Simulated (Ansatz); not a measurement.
## A van 't Hoff estimate for CH6OSi ⇌ H2CO + SiH4

Species: CH6OSi `CO[SiH3]`, singlet; H2CO (formaldehyde) `C=O`, singlet; SiH4 (silane) `[SiH4]`, singlet. This is a balance of energies; it says nothing on the path, which may need atoms to shift.

The electronic reaction energy at CCSD(T)/CBS estimate is +191.3 kJ/mol. Shapes: PBE0-D4/def2-TZVP. Programs: Ansatz 0.2.0. Enthalpy and entropy come from rigid-rotor, harmonic-oscillator sums on unscaled PBE0-D4/def2-TZVP wavenumbers, ideal gases at 1 bar. Symmetry numbers: CH6OSi 1, H2CO 2, SiH4 12. R = 8.3145 J/(mol K).

```
T (K)  ΔH (kJ/mol)  ΔS (J/(mol K))
  400       +171.1          +124.9
  600       +170.0          +122.8
  800            ?               ?
```

**Question.** Work out ln K at 400 and 600 K, and from these estimate it at 800 K.

**Answer.** 
1. 400 K: ΔG = +171.1 − 400 × (+124.9)/1000 = +121.1 kJ/mol; ln K = −ΔG/RT = -36.41.
2. 600 K: ΔG = +170.0 − 600 × (+122.8)/1000 = +96.3 kJ/mol; ln K = −ΔG/RT = -19.30.
3. Slope against 1000/T: (-19.30 − (-36.41))/(1.6667 − 2.5000) = -20.53, that is −ΔH/R with ΔH near +171 kJ/mol.
4. 800 K: ln K = -36.41 + (-20.53) × (1.2500 − 2.5000) = -10.75.

The full sums give ΔH = +168.2 kJ/mol, ΔS = +120.3 J/(mol K), ΔG = +72.0 kJ/mol and ln K = -10.82 at 800 K, so the line is off by +0.07 in ln K; without rounding the miss is +0.07, from the change of ΔH with temperature. The reactants are favoured over this whole range. The number of molecules rises, which sets the sign of ΔS, and lower pressure favours the products. An error of 10 kJ/mol in the energy moves ln K by 1.5 at 800 K. Soft modes are treated as harmonic, which can err either way at these temperatures; the lowest are those of CH6OSi (98 cm⁻¹). The CBS estimate extrapolates MP2 from def2-TZVPP and def2-QZVPP and adds CCSD(T) − MP2 in the triple-zeta set, cores frozen.

The elimination is strongly uphill because it undoes a carbonyl hydrosilylation. It gives up a strong, polar Si–O bond and exchanges a C–H bond for a weaker Si–H bond, and the new C=O π bond repays only part of that cost. The enthalpy at 400 K, +171.1 kJ/mol, lies below the electronic energy of +191.3 kJ/mol, mainly because zero-point energy is lost as internal vibrations become free translation and rotation and a stiff C–H stretch gives way to a softer Si–H one.

Heating raises ln K because the reaction is endothermic. The gain in entropy offsets more of the enthalpy as T grows, but still falls well short at 800 K. The slight fall in both ΔH and ΔS means that the products together have the smaller heat capacity, which explains the small curvature missed by the straight line. The numbers support an unfavourable equilibrium for this one channel, not the thermal stability of methoxysilane as such, since other decomposition products were not compared.
